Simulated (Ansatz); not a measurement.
BaCu3: the change of formation energy and pressure with volume per atom

Plane-wave density functional theory, PAW datasets, Gaussian smearing 0.05 eV: one cell in which all forces lie under 0.002 eV/angstrom; stress (xx yy zz yz xz xy) and pressure positive in compression; site moments are of spin alone; formation energy from the elements run alike, uncorrected. The results are calculated, by Ansatz 0.2.0.

Cell of the first row (space group Pm-3m, No. 221):
```
cell vectors (Å)
   4.2508     0.0000     0.0000
   0.0000     4.2508     0.0000
   0.0000     0.0000     4.2508
atoms (fractions of the cell vectors)
Ba  0.00000  0.00000  0.00000
Cu  0.00000  0.50000  0.50000
Cu  0.50000  0.50000  0.00000
Cu  0.50000  0.00000  0.50000
```

Settings of every row: paw set soft_2; functional PBEsol; spin treatment none; moment partition spheres; spin axis none; wave cutoff 420 eV; k mesh 8x8x8; SCF start atoms; lower state search light; symmetry use detected.

Atom first moment, atom hubbard u: 0 on all atoms.

Limits: no spin-orbit coupling, which can matter with elements this heavy; the cell comes from a prototype or a list of computed structures and needn't be the stable phase.

| row | volume per atom (Å³) | formation energy (eV per atom) | pressure (GPa) | energy above relaxed cell (meV per atom) |
| --- | --- | --- | --- | --- |
| 1 | 19.202 | 0.6137 | 2.023 | 5.07 |
| 2 | 19.602 | 0.61 | 0.984 | 1.29 |
| 3 | 20.002 | ? | ? | ? |
| 4 | 20.402 | 0.6097 | -0.795 | 0.99 |
| 5 | 20.682 | 0.6115 | -1.316 | 2.88 |
| 6 | 20.802 | 0.6126 | -1.525 | 3.94 |
| 7 | 20.923 | 0.6138 | -1.727 | 5.18 |

Question: what formation energy and pressure should row 3 give?

Worked fit of formation energy. Take u = (V_r/V)^(2/3) − 1 with V_r = 20.542 Å³ an atom, which is twice the finite (Eulerian) strain; such expansions in the strain, on which the Birch-Murnaghan equation of state is built, carry the rest volume and the bulk modulus. The shown rows have u = 0.046, 0.03172, 0.00457, -0.00452, -0.00835, -0.01218. Least squares give formation energy = 0.61048 − 0.2019 × u + 5.906 × u² eV per atom; a straight line predicts inner rows, each left out in turn, worse (root mean square 0.002 against 3.3e-05 eV per atom). All shown rows lie on it to the printed digit. The withheld row has u = 0.01792, so the fit gives 0.61048 − 0.2019 × (0.01792) + 5.906 × (0.01792)² = 0.6088 eV per atom.

The calculation gave 0.6087 eV per atom. The fit lies 0.0001 eV per atom (2 % of the column's range) above it, one unit of the last digit.

Worked fit of pressure. Take u = (V_r/V)^(2/3) − 1 with V_r = 20.542 Å³ an atom, which is twice the finite (Eulerian) strain; such expansions in the strain, on which the Birch-Murnaghan equation of state is built, carry the rest volume and the bulk modulus. The shown rows have u = 0.046, 0.03172, 0.00457, -0.00452, -0.00835, -0.01218. Least squares give pressure = −1.0576 + 57.706 × u + 203.01 × u² GPa; a straight line predicts inner rows, each left out in turn, worse (root mean square 0.067 against 0.0091 GPa). The rows lie off it by -0.003, 0.007, -0.005, -0.002, 0.000, 0.003 (root mean square 0.004 GPa), a smooth pattern that one more power would take up: the form is only approximate. The pressure vanishes at u = 0.0173, or V = 20.02 Å³ an atom, and there the bulk modulus at fixed shape and fractions is B = −V dP/dV = (2/3)(1 + u) dP/du = 43.9 GPa. The withheld row has u = 0.01792, so the fit gives −1.0576 + 57.706 × (0.01792) + 203.01 × (0.01792)² = 0.042 GPa.

The calculation gave 0.041 GPa. The fit lies 0.001 GPa (2.4 % of the value, 0.027 % of the column's range) above it, one unit of the last digit.

The other values of row 3: energy above relaxed cell 0 meV per atom.
